Reading a noise temperature from inelastic Cooper-pair tunnelling: how far to go in E_J

An aluminium SQUID acts as one junction with H_J = −E_J cos φ, critical current I_c = 2eE_J/ħ and E_J tuned by the flux (∝ |cos(πΦ/Φ₀)| for a symmetric loop, Φ₀ = h/2e). A source V drives it through a linear circuit. Z(ω) is the impedance seen by the junction, its capacitance included. Biases stay far below 2Δ/e (Δ ≈ 0.2 meV, typical of Al films), so only pairs tunnel.

1. The order-E_J² current

Write φ = 2eVt/ħ + φ̃. The term −(E_J/2)e^(±iφ) moves one pair, and the circuit must absorb the energy ±2eV.

Predict: what current does the golden rule give?

The rate is Γ(±) = (2π/ħ)(E_J/2)² P(±2eV), and each event carries 2e:

I = (πeE_J²/ħ)[P(2eV) − P(−2eV)],
P(E) = (1/2πħ) ∫dt exp[J(t) + iEt/ħ],
J(t) = 2∫₀^∞ (dω/ω)(Re Z/R_Q){coth(ħω/2kT)(cos ωt − 1) − i sin ωt},

with R_Q = h/4e² = 6453 Ω. J is the equilibrium correlator ⟨[φ̃(t) − φ̃(0)]φ̃(0)⟩, so the current reads phase noise.

One LC mode has Re Z = (π/2C_m)δ(ω − ω₀) at ω > 0. At T = 0 this gives J = r(e^(−iω₀t) − 1) with r = πZ_m/R_Q, Z_m = 1/(ω₀C_m). Expanding e^J puts peaks at 2eV = nħω₀ with weight e^(−r)rⁿ/n!. An assumed Z_m = 50 Ω gives r = 0.0243 and weights 0.976 and 0.0238 for n = 0 and 1.

A resistor R, ρ = R/R_Q, at T = 0 has e^J ∝ (it)^(−2ρ) at long times, hence I ∝ V^(2ρ−1), which diverges at V → 0 for ρ < 1/2. At finite T the pole 2kT/ħω of the coth, with ∫₀^∞(1 − cos y)dy/y² = π/2, gives J → −D|t| − iπρ sgn t − 2ρS, where D = 2πρkT/ħ and S is a constant. Then P(E) − P(−E) = (2 sin πρ/πħ) e^(−2ρS) Ω/(Ω² + D²), Ω = E/ħ. For ρ ≪ 1, with e^(−ρS) absorbed in E_J,

I = (I_c²R/2) V/(V² + V_c²), V_c = ħD/2e = 2eRkT/ħ.

Assumed inputs: R = 50 Ω, shunt capacitance C = 100 fF, noise temperature 100 mK. Then ρ = 0.00775, D = 6.37×10⁸ s⁻¹ and V_c = 0.210 µV. For Re Z = R/(1 + ω²R²C²), the pole expansion of coth gives S = γ_E + ψ(ν) + 1/(2ν) with ν = ħ/(2πkT RC) = 2.43, γ_E Euler's constant and ψ the digamma function. So S = 1.45, and E_J² is lowered by 2.2 %. That rivals deviations studied below, and E_J and I_c mean the lowered values from here on. The cutoff ħ/RC = 0.13 meV lies below 2Δ.

2. A model with an exact answer

For ρ ≪ 1 and DRC ≪ 1 (here 3.2×10⁻³) the phase obeys (ħ/2e)φ̇ = V − RI_c sin φ + Johnson noise. With τ = Dt, u = V/V_c and β = E_J/kT = RI_c/V_c, the density W(φ) satisfies ∂_τW = −∂_φ[(u − β sin φ)W] + ∂_φ²W. The value β = 1 means I_c = 4.20 nA and β = 3 means 12.6 nA. Quantum and inertial corrections, of relative order ρ and βDRC or smaller, lie below about 1 %. Finer accuracies below describe a method on the model, not a device.

Predict: which harmonics c_n = ⟨e^(inφ)⟩ does the steady state couple?

Multiplying by e^(inφ) and integrating by parts gives (n − iu)c_n = (β/2)(c_{n−1} − c_{n+1}), c₀ = 1. This is the recurrence of modified Bessel functions. The solution that decays with n is c_n = I_{n−iu}(β)/I_{−iu}(β), and I = I_c Im c₁, the result of Ivanchenko and Zil'berman.

The test quantity is the slope s = R dI/dV at V = 0. With U = −β cos φ − uφ the flux is j = −e^(−U)∂_φ(e^U W). Integrate je^U over a period to first order in u, using W = e^(β cos φ)/(2πI₀(β)): j·2πI₀ = u/I₀. So ⟨dφ/dτ⟩ = 2πj = u/I₀², and since ⟨dφ/dτ⟩ = u − β⟨sin φ⟩,

s = 1 − 1/I₀(β)².

Exactly, s = 0.37614 at β = 1 and 0.95802 at β = 3. The P(E) formula gives s = β²/2 = 2x, with x = β²/4.

3. Method A: more orders in E_J²

Order E_J^(2j) of ⟨I_c sin φ⟩ is a nested commutator of the current with 2j − 1 factors H_J at ordered earlier times.

Predict: how many terms, and in how many dimensions?

The commutators open into 2^(2j−1) products. Each of the 2j vertices carries e^(±iφ), and only neutral sets survive, C(2j,j) of them. Each Gaussian average sums j(2j − 1) pair values of J. With M nodes per time gap,

W_A(k) = Σ_{j=1..k} C(2j,j) 2^(2j−1) j(2j − 1) M^(2j−1).

Memory is one table of J(t), the same for every k, and further circuit modes only add terms to that table. On the model each gap carries e^(−n²τ) times a polynomial, which scaled Gauss–Laguerre nodes integrate exactly. An assumed M = 100 is an allowance for structure in Z(ω).

From I₀² = Σ C(2j,j)x^j/(j!)² = 1 + 2x + (3/2)x² + (5/9)x³ + (35/288)x⁴ + …, inversion gives

s = 2x − (5/2)x² + (23/9)x³ − (677/288)x⁴ + …

Predict: does this converge for every β?

It does not. I₀(iy) = J₀(y) vanishes at y = 2.405, so s has a double pole at β² = −2.405². The remainder after k terms goes at large k as k·q^k with q = (β/2.405)², which is 0.173 at β = 1 and 1.56 at β = 3.

4. Method A′: expand the inverse

The same k coefficients fix the first k terms of 1/(1 − s) = V/V_J, V_J being the mean junction voltage. At k = 1, s = 2x/(1 + 2x): the junction is a resistor R/(2x) in series with R. The extra work, about k² operations, is negligible. On this model 1/(1 − s) = I₀² has no poles, so A′ converges for every β. Its leading relative deviation, the first omitted term over 2x, is −C(2k+2,k+1)x^k/(2[(k+1)!]²), which is −3x/4 at k = 1. For another Z(ω) the absence of poles is not guaranteed.

5. Method B: truncate the harmonics

Setting c_{N+1} = 0 gives c₁ = (β/2)f_N, f_N = 1/(a₁ + x/(a₂ + … + x/a_N)), a_n = n − iu, and s_N = 2x d(Im f_N)/du at u = 0.

Predict: what is N = 1?

It is f₁ = 1/(1 − iu), so I = I_c(β/2)u/(1 + u²), the P(E) result itself. Next comes s₂ = 2x(1 − x/4)/(1 + x/2)². Successive convergents differ by (−x)^N/(Q_N Q_{N+1}), and the denominators tend to Q_N = a₁…a_N at small x. Differentiating in u gives the leading relative deviation

(−1)^(N+1) x^N [2H_N + 1/(N+1)]/(N!(N+1)!), H_N = 1 + 1/2 + … + 1/N,

a factorial fall. The work is N steps and the memory a single running value.

Predict: why not always use B?

B needs an equation of motion local in time, so every resonance of the circuit must become a variable. A damped quantum mode kept to 3 levels has 9 density-matrix elements. The discarded Poisson weight at r = 0.0243 is 2.4×10⁻⁶. With d modes each c_n is a vector of length b = 9^d, the a_n are b × b matrices, and each level costs a dense inversion: W_B = N·729^d, memory 81^d.

d = 0: work per level 1, memory 1
d = 1: 729, 81
d = 2: 5.3×10⁵, 6.6×10³
d = 3: 3.9×10⁸, 5.3×10⁵
d = 4: 2.8×10¹¹, 4.3×10⁷
d = 5: 2.1×10¹⁴, 3.5×10⁹
d = 6: 1.5×10¹⁷, 2.8×10¹¹

A is exponential in the order and nearly blind to d. B is linear in the depth and exponential in d.

6. Deviations and work

Entries are (s_method − s)/s. They hold for d = 0 and unchanged for spectator modes (r → 0), which cost as much to carry as coupled ones. Strongly coupled modes are not tested here.

level | W_A | β = 1: A, A′, B | β = 3: A, A′, B
1 | 4.0×10² | 0.33, −0.11, 0.33 | 3.7, −0.15, 3.7
2 | 2.9×10⁸ | −0.086, −9.5×10⁻³, −0.015 | −9.5, −0.036, −0.54
3 | 9.6×10¹³ | 0.020, −5.1×10⁻⁴, 3.6×10⁻⁴ | 21, −9.9×10⁻³, 0.10
4 | 2.5×10¹⁹ | −4.4×10⁻³, −1.8×10⁻⁵, −4.9×10⁻⁶ | −42, −2.5×10⁻³, −0.011

At β = 3, B continues with 8.0×10⁻⁴ at N = 5 and −4.2×10⁻⁵ at N = 6. A′ beats A in every row at equal work, so plain A is never the pick in this table. Both work counts drop constants of order a few, so only ratios above 10 decide a choice.

7. Cheapest choice for a stated accuracy

Predict each crossover in d before reading it.

15 % at β = 1: A′ at k = 1 costs 4.0×10², and B needs N = 2. B wins at d = 0, d = 1 (1458 operations) is undecided, and A′ wins from d = 2 on.

1 % at β = 1: A′ needs k = 2, B needs N = 3, plain A needs k = 4. At d = 2, B costs 1.6×10⁶ and is cheaper than A′ by 181. At d = 3 it costs 1.2×10⁹, a ratio of 4.0 and so undecided. At d = 4, A′ is cheaper by 2.9×10³.

10⁻⁴ at β = 1: A′ needs k = 4, B needs N = 4. B is cheaper by 42 even at d = 6, if 2.8×10¹¹ stored numbers are affordable. At d = 7, A′ is cheaper by 17.

1 % at β = 3: A diverges, A′ just passes at k = 3, and B needs N = 5. B is cheaper by 68 at d = 4 and A′ by 11 at d = 5.

8. Best choice inside a budget

10³ operations, d ≥ 1: A′ at k = 1, deviating by −0.11 (β = 1) or −0.15 (β = 3).

10⁹ operations, d ≤ 2: B, far inside the budget. At d = 2, N = 4 costs 2.1×10⁶ for −4.9×10⁻⁶ at β = 1. For d ≥ 4 not one level of B fits, and A′ at k = 2 gives −9.5×10⁻³ or −0.036.

10¹³ operations, d = 4: B fits up to N = 35 with memory 4.3×10⁷, while A′ is still held at k = 2.

9. Paying with signal instead

Predict: how far must the flux lower E_J for the bare P(E) formula to hold within about 1 %, and at what price?

The leading deviation is 5x/4, which reaches 1 % near β = 0.18, or I_c = 0.755 nA. There s = 0.0160 and the exact deviation is 1.0 %. At fixed probe voltage and amplifier noise, the averaging needed for a given relative precision grows as 1/s², a factor 550 over β = 1.

Staying at β = 1 with E_J known, and inverting the exact slope 0.37614 with s = β²/2, gives β = 0.867: the model's 100 mK is read as 115 mK. The free step to A′ gives β = 1.098 and 91 mK. These are the model's numbers. The inputs were chosen of the order typical for small Al junctions on a 50 Ω line, but a real line is not flat in frequency and its noise need not be thermal at one temperature, so Z(ω) has to be known before any depth of A′ or B converts a slope into millikelvin.